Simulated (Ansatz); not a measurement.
Several faces are cut from this relaxed crystal of Eu:

```
Eu
1.0
    -2.28246    2.28246    2.28246
     2.28246   -2.28246    2.28246
     2.28246    2.28246   -2.28246
Eu
1
Direct
  0.00000 0.00000 0.00000
```

Miller indices refer to the conventional cell, a = 4.565 Å, b = 4.565 Å, c = 4.565 Å, α = 90.00°, β = 90.00°, γ = 90.00°.

Computed with DFT PBE+U, scalar-relativistic, plane waves, PAW (Ansatz 0.2.0). Cutoff 420 eV, Γ-centred meshes, Gaussian smearing of 0.10 eV, U_eff 6.0 eV on Eu, collinear spin with parallel moments where the crystal is magnetic.

All atoms of each slab relax at the bulk's in-plane cell, with a dipole correction; γ is the mean of a slab's two faces. Bonds are neighbours within 10 % of the shortest distances in the bulk.

Question: How do these faces compare: (100); (110)?

Answer: 
```
 face  planes  thickness (Å)  area (Å²)  cut bonds per Å²  γ as cut (J/m²)  γ relaxed (J/m²)  work function, top (eV)
(100)       5            9.1      20.84             0.192             0.39              0.39                     2.57
(110)       4            9.7      14.74             0.136             0.41              0.41                     2.57
```

Question: Which shape does a crystal take in vacuum at zero temperature, if only these faces and their equivalents are allowed (Wulff construction)?

Answer: Shares of the surface area: (100) 35 %, (110) 65 %. Faces that weren't computed or are left out here could take a part.

Faces whose slabs rebuild by over 0.8 Å, distort in their middle or lose their symmetry through the k mesh, and polar cuts of insulators, are left out. Of the terminations computed for a plane the cheapest is shown.

The slabs are thin, so differences under about 0.05 J/m² or 0.1 eV aren't settled, and faces are 1×1 cells, without the reconstructions that some real ones have. The state reached may not be the lowest one. Spin-orbit coupling is left out, which matters for the bands of heavy elements.

The two faces of bcc Eu are practically degenerate in surface energy, although (100) cuts clearly more nearest-neighbour bonds per area than (110). Counting those bonds alone would favour the close-packed (110) face. In bcc, however, the second neighbours lie only slightly farther out, and (110) cuts more of these per area, which offsets much of its advantage. Delocalised metallic bonding, which isn't a sum of fixed pair energies, probably evens out the rest.

The low surface energies and work functions fit divalent Eu, whose half-filled 4f shell stays largely core-like and leaves mainly the two 6s electrons to bind. Relaxation leaves both energies unchanged at the printed precision, so it doesn't drive the comparison.

That (110) covers most of the Wulff shape despite its nominally higher energy is a matter of geometry: the family has twice as many faces as (100). The coexistence of both facets tolerates modest changes in the energy ratio, but their exact shares don't.
